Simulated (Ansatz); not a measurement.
## Errors in the dipole moment

6 molecules of light elements (H to F); the dipole moment in D, computed less measured. Shapes, held fixed at every level: PBE0-D4/def2-TZVP. No vibrational averaging. Dipoles are compared by magnitude; molecules under 1 D, whose direction can flip, are left out. Programs: Ansatz 0.2.0. Measured values: NIST CCCBDB.

Levels: A = PBE-D4/def2-TZVPP; B = r2SCAN-D4/def2-TZVPP; C = B3LYP-D4/def2-TZVPP.

| molecule | measured | A | B | C |
| --- | --- | --- | --- | --- |
| HF (hydrogen fluoride) | 1.82 | -0.02 | +0.02 | +0.03 |
| HNC (hydrogen isocyanide) | 3.05 | +0.09 | +0.09 | +0.03 |
| HOF (hypofluorous acid) | 2.23 | -0.35 | -0.30 | -0.27 |
| C2H3F (SMILES C=CF) | 1.43 | -0.23 | -0.17 | -0.09 |
| C2H3F3 (1,1,1-trifluoroethane) | 2.32 | -0.18 | -0.09 | -0.03 |
| C2H5N (SMILES C=NC) | 1.53 | -0.17 | -0.10 | -0.06 |

Q: Sum up the errors.

A: 
```tsv
level	kind	mean error	mean absolute error	worst case
PBE-D4/def2-TZVPP	GGA	-0.143	0.173	HOF
r2SCAN-D4/def2-TZVPP	meta-GGA	-0.092	0.128	HOF
B3LYP-D4/def2-TZVPP	global hybrid	-0.065	0.085	HOF
```

On this set B3LYP-D4/def2-TZVPP has the smallest mean absolute error and PBE-D4/def2-TZVPP the largest. PBE-D4/def2-TZVPP is too low in 5 of 6; r2SCAN-D4/def2-TZVPP is too low in 4 of 6; B3LYP-D4/def2-TZVPP is too low in 4 of 6. All levels miss HOF on one side, which points to its shape or to the tabulated value. The tabulated value of HOF is in doubt (older tables, estimates, or at odds with other calculations) and kept here. Over the 5 molecules whose values aren't doubted the mean absolute errors are A 0.138; B 0.094; C 0.048. The set is small.

HOF aside, the clearest shortfall is in the two organic fluorides and the imine, where the dipole rises from PBE through r2SCAN to B3LYP and approaches experiment from below. In vinyl fluoride, the σ framework draws charge towards fluorine while lone-pair donation into the C=C π system returns some of it, so the net dipole depends on a balance that PBE probably tips towards too much delocalisation. HNC breaks the pattern: its dipole is too large at every level and falls only with B3LYP. There, π donation from nitrogen and the carbon lone pair make the terminal carbon the negative end, so excess donation would enlarge the dipole rather than reduce it. HF is nearly insensitive to the functional, which suggests that bond polarity alone doesn't govern the error. The results support B3LYP for these polar organic molecules, but not a uniform correction to PBE dipoles. Since the shared basis lacks diffuse functions, the closest agreements may partly reflect cancellation between basis and functional errors.
